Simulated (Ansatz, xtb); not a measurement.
# CH4B: which of two isomers lies lower

We compare I, `[BH]C`, a doublet, with II, `B[CH2]`, a doublet. Both are isolated molecules in the gas phase, relaxed with PBE-D3(BJ)/def2-SVP; the shapes shown needn't be the lowest conformers.

I (Å):

```yaml
atoms:
  - { symbol: C, position_ang: [-0.9859, 0.6604, -0.4514] }
  - { symbol: B, position_ang: [-2.2277, -0.2178, -0.1945] }
  - { symbol: H, position_ang: [-3.4010, 0.1106, -0.2027] }
  - { symbol: H, position_ang: [-0.8675, 1.2149, 0.5151] }
  - { symbol: H, position_ang: [-1.1347, 1.4451, -1.2268] }
  - { symbol: H, position_ang: [-0.0314, 0.1265, -0.6302] }
```

II (Å):

```xyz
6

C    -0.9334   -0.1002    0.0495
B     0.4090   -0.4120   -0.6019
H    -1.3233    0.9271    0.1723
H     0.9088    0.3664   -1.3970
H    -1.6105   -0.8801    0.4441
H     1.0028   -1.4443   -0.3380
```

Quicker runs give these differences E(II) − E(I): GFN2-xTB −0.678 eV; HF/STO-3G −0.674 eV (at GFN2-xTB geometries); r2SCAN-D4/def2-SVP −0.286 eV (at GFN2-xTB geometries).

Q: Estimate E(II) − E(I) at the level CCSD(T)/def2-TZVPP.

A: Calculated at CCSD(T)/def2-TZVPP: E(II) − E(I) = −0.371 eV, so structure II lies lower.

How the difference moves with the method:

```tsv
level	geometry	E(II) − E(I) (eV)	departure from the last row (eV)	job, with rough time for the two
GFN2-xTB	GFN2-xTB	−0.678	−0.307	optimisation, 0.1 s
HF/STO-3G	GFN2-xTB	−0.674	−0.303	single point, 0.2 s
r2SCAN-D4/def2-SVP	GFN2-xTB	−0.286	+0.085	single point, 4.4 s
PBE-D3(BJ)/def2-SVP	PBE-D3(BJ)/def2-SVP	−0.285	+0.086	optimisation, 45 s
HF/def2-TZVPP	PBE-D3(BJ)/def2-SVP	−0.513	−0.142	part of the CCSD(T) run
MP2/def2-TZVPP	PBE-D3(BJ)/def2-SVP	−0.276	+0.095	part of the CCSD(T) run
CCSD(T)/def2-TZVPP	PBE-D3(BJ)/def2-SVP	−0.371		single point, 63 s
```

As drawn, II has 1 B–H in place of 1 C–H.

None of the levels shown reverses the order. The largest departure from CCSD(T)/def2-TZVPP is that of GFN2-xTB, 0.307 eV.

With harmonic frequencies from PBE-D3(BJ)/def2-SVP (ideal gas, rigid rotor, one conformer each, 298.15 K, 1 atm): the zero-point term adds −0.029 eV; ΔH is −0.404 and ΔG −0.378 eV.

Open shells are spin-unrestricted. The correlated steps freeze 2 core orbitals. Programs: Ansatz 0.2.0, xtb 6.7.1; the last row on 1 thread of Arm Neoverse N1 on a shared host.

The radical with trivalent boron, H₂B–CH₂, lies below CH₃–BH, by 0.371 eV at the coupled-cluster level. Moving a hydrogen from carbon to boron exchanges a C–H bond for a B–H bond, but also changes where the unpaired electron sits. In CH₃–BH it occupies a largely σ-type hybrid on divalent boron, whereas in H₂B–CH₂ it occupies a carbon p orbital that can delocalise into the empty boron p orbital. The two ends of II are only modestly twisted, so this one-electron π interaction should remain largely intact and is probably a major part of its advantage.

In the larger basis, Hartree–Fock exaggerates the preference for II and MP2 slightly understates it. Correlation therefore favours I on balance, perhaps through the low-lying empty orbitals at its divalent boron, but not enough to overturn the bonding preference. The ordering says nothing about how readily I converts to II, which depends on the barrier to hydrogen migration.
